A crystal under small strain ought to behave like a spring. Squeezing and stretching by the same amount should cost the same energy, and twice the strain should cost four times as much. The Al2O3 cell studied here, which doesn't have the corundum structure, does neither when computed with LDA. In the table each line has one strain along z, and energy change rows 1 to 5 belong to in-plane strains of -8, -4, 0, +4 and +8 %.

Al2O3 (P-3m1, 5-atom cell, not relaxed at this level) under biaxial xy strain (rows 1 to 5: -0.08, -0.04, 0, 0.04, 0.08) and strain along z, with fractional coordinates fixed. Ansatz 0.2.0, scalar-relativistic plane-wave PAW, LDA, no spin polarisation, cutoff 420 eV, k mesh 12×12×4, Gaussian smearing 0.05 eV. Free energies are relative to the unstrained cell; pressure is positive in compression.

```
strain zz  energy change row 1 (meV/atom)  energy change row 2 (meV/atom)  energy change row 3 (meV/atom)  energy change row 4 (meV/atom)  energy change row 5 (meV/atom)  pressure row 1 (GPa)  pressure row 3 (GPa)  pressure row 4 (GPa)
    -0.08                           268.4                           115.0                            99.3                           181.8                           333.1                 52.55                 11.17                 -0.04
    -0.04                           161.4                            17.1                             8.1                            95.8                           251.2                 36.72                 -0.18                 -9.87
        0                           139.4                             3.4                             0.0                            91.6                           249.8                 24.87                 -8.33                -16.79
     0.04                           178.7                            50.1                            51.5                           145.9                           305.9                 15.99                -14.11                -21.57
     0.08                           261.1                           139.6                           145.1                           241.7                           402.6                  9.37                -18.10                -24.75
```

With no strain along z, 4 % of in-plane compression costs 3.4 meV/atom, while 4 % of stretch costs 91.6. The main reason is the starting cell, which was not relaxed and is under tension, with a pressure of -8.33 GPa. Compression first releases this tension and only later meets resistance; stretch works against it from the first step. In an energy formula tension appears as a term proportional to the strain.

Tension alone doesn't rescue the spring, because the curvature changes too. It can be read from three neighbouring energies as the sum of the outer two less twice the middle one. On the compressed side of the same line this gives 139.4 - 2 × 3.4 + 0 = 132.6, and on the stretched side 0 - 2 × 91.6 + 249.8 = 66.6 meV/atom. The crystal is about half as stiff when stretched as when squeezed, and a linear term can't produce that.

A likely cause is the repulsion between electron shells. It rises steeply as aluminium and oxygen approach and fades quickly as they part, while the attraction between the ions varies more gently. A squeezed crystal therefore stiffens and a stretched one softens. The table shows the change of stiffness but doesn't divide the energy into repulsion and attraction, so this cause rests on general physics.

A simple way to include the softening is to keep the parabola but change the ruler. A strain e, written as a fraction, is replaced by a finite strain in percent:

X = 50 (1 - 1/(1 + e)²)

A compression of 8 % then counts as -9.07 and a stretch of 8 % as only 7.13. For uniform compression, a parabola in this variable is the simplest form of the Birch equation of state. Using it separately for the plane and for z is a further assumption, which the table has to justify.

With X for the in-plane strain and Z for the strain along z, converted in the same way, the energy in meV/atom relative to the starting cell is

E = 12.5 X + 3.13 X² + 6.3 Z + 1.94 Z² + 0.27 XZ

The five constants come only from strains within ±4 %, that is, from the starting cell and its eight neighbours on the grid. The linear terms carry the tension. The in-plane one is about twice the other. Since in-plane strain lengthens two directions at once, this means that the cell is pulled almost equally in all three. A smaller starting cell would shrink these terms and make small strains cost nearly the same either way, but the softening would remain.

The last term says that the two strains don't simply add. Stretching one direction while squeezing the other is slightly cheaper than the separate costs suggest. One likely reason is that a slanting bond can keep its length by tilting. The bonds here have little of that freedom. One kind of Al–O bond stands upright along z, and the other, 1.84 Å long, rises by only about 0.6 Å, so each feels mainly one of the two strains. That fits the small coupling, though the calculation doesn't separate the energy bond by bond.

Take the line with strain zz = -0.08 and an in-plane stretch of 4 %, a point that played no part in setting the constants. The steps are

X = 50 (1 - 1/1.04²) = 3.77
Z = 50 (1 - 1/0.92²) = -9.07
in plane: 12.5 × 3.77 + 3.13 × 3.77² ≈ 92
along z: 6.3 × (-9.07) + 1.94 × 9.07² ≈ 102
coupling: 0.27 × 3.77 × (-9.07) ≈ -9
E ≈ 92 + 102 - 9 = 185 meV/atom

The table gives 181.8, so the estimate is about 2 % too high.

This point also holds a warning for anyone who judges strain by pressure. Its computed pressure is -0.04 GPa, practically zero, yet the crystal stores a great deal of energy. Pressure is the average of the stresses along the three directions, and here tension in the plane cancels compression along z. A crystal held in all three directions can be strongly strained and still show no net pressure.

The second case, on the line with strain zz = +0.08, combines 8 % of in-plane compression with 8 % of stretch along z. The rule gives 144.3 + 143.6 - 17.5 ≈ 270 meV/atom against 261.1 in the table, its largest miss anywhere. Part of the excess is already present without strain along z, where the rule is 5 meV/atom too high. The coupling more than accounts for the rest, and a small opposite error along z offsets part of it: the table's own relief is 261.1 - 139.4 - 145.1 = -23.4 meV/atom, more than the rule allows. One coupling constant can't serve every corner of the map.

Over the 16 outer points, none of which set the constants, the typical (rms) miss is 4 meV/atom. An ordinary parabola built from the same inner points misses by 34, and it falls 74 short when both strains are -8 %. The change of ruler thus brings the whole gain without adding a constant. The printed output after the text lists the misses point by point.

The slope of the rule also predicts pressures, which played no part in setting it. In the three pressure columns compared (rows 1, 3 and 4), it stays within 1 GPa of the computed values, except where 8 % of in-plane compression meets a stretch along z. There the error grows to about 2 GPa. The rule is therefore a fair guide to pressure as well as energy, and it is weakest in the same corner for both.

The rule places the lowest energy at about 2 % of in-plane compression and 1.5 % along z, some 17 meV/atom below the printed zero. That position belongs to this LDA calculation, which used atomic datasets made for another functional, PBE, and no test of its numerical convergence is given. Beyond 8 % strain the rule is untested. Within that range it can't rank two strained cells that differ by only a few meV/atom.

The most important restriction concerns the atoms, which keep their fractional coordinates while the cell changes shape. In a real film they would shift, and the crystal would normally yield more easily. The difference should be largest along z, because the bonded atoms form slabs with empty gaps of about 3 Å between them. Free atoms would be expected to let the gaps take up most of that strain, whereas here the stiff upright bonds must change length as well. With the atoms held, a 4 % in-plane stretch lowers the best height of the cell by only about a quarter of a percent. That figure shouldn't be used as a Poisson ratio, which needs a calculation with relaxed atoms at each strain.

Printed output of the fit:

```
Constant of X, in plane, meV/atom per percent: 12.49
Constant of X squared, meV/atom per percent squared: 3.125
Constant of Z, along z, meV/atom per percent: 6.341
Constant of Z squared, meV/atom per percent squared: 1.938
Constant of the product XZ, meV/atom per percent squared: 0.2655
Parts of the rounded rule in meV/atom, the first column in percent:
    row  finite strain  part if in plane  part if along z  coupling at +4 in plane  rule at +4 in plane  coupling at -8 in plane  rule at -8 in plane
  -0.08         -9.074             144.3            102.6                   -9.242                  185                    22.23                269.1
  -0.04         -4.253              3.46            8.302                   -4.332                95.66                    10.42                  163
    0.0              0                 0                0                        0                91.69                        0                144.3
   0.04          3.772             91.69            51.37                    3.842                146.9                   -9.242                186.4
   0.08          7.133             248.4            143.6                    7.265                242.6                   -17.48                270.5
Rule less computed energy in meV/atom, by in-plane strain in percent:
    row   at -8    at -4     at 0    at +4   at +8
  -0.08  0.6694    1.441    3.261    3.209  0.4045
  -0.04   1.601  -0.4539   0.2017    -0.14  -2.671
    0.0   4.879  0.05964        0  0.09043  -1.381
   0.04   7.707   0.3974  -0.1301    1.002   1.154
   0.08    9.35  -0.6857   -1.453   0.9019   3.204
Rms miss of the rule on the 16 outer points, meV/atom: 3.715
Rms miss on the same points without the coupling term, meV/atom: 12.3
Rms miss on the same points of the parabola in ordinary strain, meV/atom: 34.05
Miss of that parabola at -8 percent in plane and along z, meV/atom: -73.7
Pressure from the rule and its miss in GPa, by in-plane strain in percent:
    row  rule at -8  miss at -8  rule at 0  miss at 0  rule at +4  miss at +4
  -0.08       52.96      0.4132      11.71     0.5379      0.8193      0.8593
  -0.04       37.09      0.3663    -0.1304    0.04961      -9.625      0.2455
    0.0        25.6      0.7339     -8.402   -0.07193      -16.82    -0.03025
   0.04       17.29       1.295     -14.13   -0.01716       -21.7     -0.1343
   0.08       11.26       1.893     -18.02    0.07661      -24.93     -0.1841
In-plane strain at the minimum of the rule, percent: -1.878
Strain along z at the minimum of the rule, percent: -1.457
Energy at the minimum of the rule, meV/atom: -16.77
Shrinkage of the best Z per unit of X with clamped atoms: 0.06959
Height along z of the nearly flat Al-O bond, angstrom: 0.5949
```
